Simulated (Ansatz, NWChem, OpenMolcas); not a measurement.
# Errors in the atomisation enthalpy at 298 K

6 molecules with two or more fluorines; the atomisation enthalpy at 298 K in kJ/mol, computed less measured. Shapes, held fixed at every level: PBE0-D4/def2-TZVP. Thermal terms are harmonic and unscaled (PBE0-D4/def2-TZVP); the spin-orbit lowering of the free atoms is taken from their spectra. Programs: Ansatz 0.2.0, NWChem 7.3.0, OpenMolcas 26.06. A level may come from different programs for different species; with the same settings they agree closely. Measured values: Active Thermochemical Tables, NIST-JANAF tables.

Levels: A = PBE/aug-cc-pVDZ; B = M06-L/aug-cc-pVDZ; C = wB97M-V/def2-TZVPP.

| molecule | from tabulated heats | A | B | C |
| --- | --- | --- | --- | --- |
| SOF2 (thionyl fluoride) | 1229 | +6 | -112 | +49 |
| CF4 (SMILES FC(F)(F)F) | 1968 | +68 | -68 | +9 |
| CH2F2 (difluoromethane) | 1763 | +29 | -47 | +1 |
| CHBrF2 (bromodifluoromethane) | 1630 | +56 | -48 | +1 |
| SiH2F2 (SMILES F[SiH2]F) | 1836 | -137 | -122 | -27 |
| C2H2F2 (vinylidene fluoride) | 2361 | +79 | -23 | +26 |

**Question.** Which level does best on this set, which worst, and which err to one side?

**Answer.** 
| level | kind | mean error | mean absolute error | worst case |
| --- | --- | --- | --- | --- |
| PBE/aug-cc-pVDZ | GGA | +16.8 | 62.5 | SiH2F2 |
| M06-L/aug-cc-pVDZ | meta-GGA | -70.0 | 70.0 | SiH2F2 |
| wB97M-V/def2-TZVPP | range-separated hybrid | +9.8 | 18.8 | SOF2 |

On this set wB97M-V/def2-TZVPP has the smallest mean absolute error and M06-L/aug-cc-pVDZ the largest. PBE/aug-cc-pVDZ is too high in 5 of 6; M06-L/aug-cc-pVDZ is too low in 6 of 6; wB97M-V/def2-TZVPP is too high in 5 of 6. Heats of the atoms come from ATcT where it has them. The levels differ in basis as well as in method. The tabulated values of SOF2, SiH2F2, C2H2F2 are in doubt (older tables, estimates, or at odds with other calculations) and kept here. Over the 3 molecules whose values aren't doubted the mean absolute errors are A 51.0; B 54.3; C 3.7. Relativity is left out for Br. The set is small.

wB97M-V is clearly the closest of the three for the fluoromethanes, whereas PBE overbinds them and M06-L underbinds them. PBE's excess is larger for CF4 (+68) than for CH2F2 (+29), as expected of a GGA, whose semilocal exchange overstabilises molecules crowded with fluorine lone pairs relative to the free atoms. Exact exchange largely removes this bias.

Comparing levels within a row cancels any error in the tabulated heat. PBE then lies above wB97M-V for all four carbon compounds but below it for SOF2 and SiH2F2, and M06-L falls furthest below wB97M-V for the same two molecules. This suggests a basis-set deficit at silicon and sulfur: a double-zeta set without tight d functions describes the polarisation of these strongly polar bonds poorly and so loses binding energy. PBE's small error for SOF2 is therefore probably a cancellation rather than a sign of accuracy. Incompleteness of the basis probably also contributes to M06-L's uniform underbinding, which shouldn't be read as an intrinsic property of the functional.
